Freezing the phase in fixed-phase Monte Carlo: a moving exciton in a GaAs well

Where the assumption enters. Write Ψ = ρ exp(iΦ) with ρ ≥ 0 normalised. For charges q_i and masses m_i,

E[ρ,Φ] = ∫ { Σ ħ²|∇_iρ|²/2m_i + Vρ² + ρ² Σ m_i v_i²/2 }, m_i v_i = ħ∇_iΦ − q_iA(r_i).

Varying ρ gives the fixed-phase equation, whose nodeless ground state obeys E_0 ≤ E_FP ≤ E_VMC. A gauge change shifts ħΦ by Σq_iΛ(r_i) and leaves v_i unchanged. Varying Φ gives continuity, Σ∇_i·(ρ²v_i) = 0. Setting Φ = Φ_T drops this equation.

First correction. Let Φ = Φ_T + χ. Since E_FP is stationary in ρ, hold ρ fixed. The energy changes by ∫ρ² Σ(ħv_i·∇_iχ + ħ²|∇_iχ|²/2m_i). The minimising χ restores continuity and gives

ΔE = E_0 − E_FP ≈ −∫ρ² Σ ħ²|∇_iχ|²/2m_i.

Exciton. Take a strictly two-dimensional electron (−e) and hole (+e), B along z, A = B×r/2, r = r_e − r_h = (r cosθ, r sinθ), centre of mass R, M = m_e + m_h, reduced mass μ, and

Φ_T = K·R + (e/2ħ) B·(r_e×r_h), K along y.

Use the exciton Rydberg Ry* and radius a* as units, with k = Ka* and γ = eBa*²/ħ. The fixed-phase Hamiltonian is

H_FP = −∇² − 2/r + γ²r²/4 + fx + (μ/M)k², f = 2(μ/M)kγ.

Here fx is the motional electric field F = ħKB/M. The exact Hamiltonian at this K adds wL_z, with L_z = −i∂_θ, w = ηγ and η = (m_h − m_e)/M. At K = 0, ρ is round and Φ_T is exact. At finite K, the rigid rotation carried by wL_z violates continuity.

At low field ρ₀ ∝ exp(−2r). Define Dg = g″ + g′/r − g/r² − 4g′.

1. Amplitude: ρ = ρ₀(1 + g cosθ) with Dg = fr, so g = −f(3r/32 + r²/8). The Stark energy is f⟨rg⟩/2 = −(21/512)f².
2. Phase: minimising ∫ρ²(w∂_θχ + |∇χ|²) with χ = u sinθ gives Du = wg, so u = wf(17r/1024 + 17r²/768 + r³/96).
3. Energy: with ⟨rⁿ⟩ = (n+1)!/4ⁿ,

ΔE = w⟨ug⟩/2 = −(1261/524288) w²f² Ry*,

which is 0.0586w² times the Stark energy.

Size. Compiled values are m_e = 0.067, γ1 = 6.98, γ2 = 2.06 (Vurgaftman 2001) and ε = 12.87 (Rakita 2019, 300 K). Without band mixing the in-plane heavy-hole mass is 1/(γ1 + γ2) = 0.111. In free-electron masses μ = 0.0417 and M = 0.178, so Ry* = 3.43 meV, a* = 16.3 nm and η = 0.246. At B = 1 T and K = 0.05 nm⁻¹:

γ = 0.405, w = 0.099, F = 0.33 kV/cm, f = 0.155
ħ²K²/2M = 536 µeV
Stark energy = −3.4 µeV
ΔE ≈ −2 neV, or 6×10⁻⁴ of the Stark energy

The term γ²r²/4, left out of steps 1 to 3, lowers the Stark magnitude by the fraction (259/1024)γ², or 4 %, by third-order perturbation theory. That far exceeds ΔE, but it is common to E_FP and E_0. It alters ΔE only at relative order γ², hence the single figure.

These numbers are the model's. It binds with 4Ry* = 13.7 meV, whereas about 9 meV is typical for a 10 nm well. With a single excitation gap Δ, the oscillator-strength sum rule gives ΔE ∝ 1/Δ⁴. Scaling Δ with the binding energy, the model underestimates |ΔE| about 5-fold, which is still negligible.

Strong fields differ. Without the Coulomb term, completing the square gives E_FP = γ + (μ/M)k² − f²/γ² = γ + η²(μ/M)k², because 4μ/M = 1 − η². The exact Landau energy is γ for every K. The frozen phase then creates a false dispersion of 6 % of ħ²K²/2M, or 32 µeV here, so exciton masses at γ ≫ 1 require an optimised phase.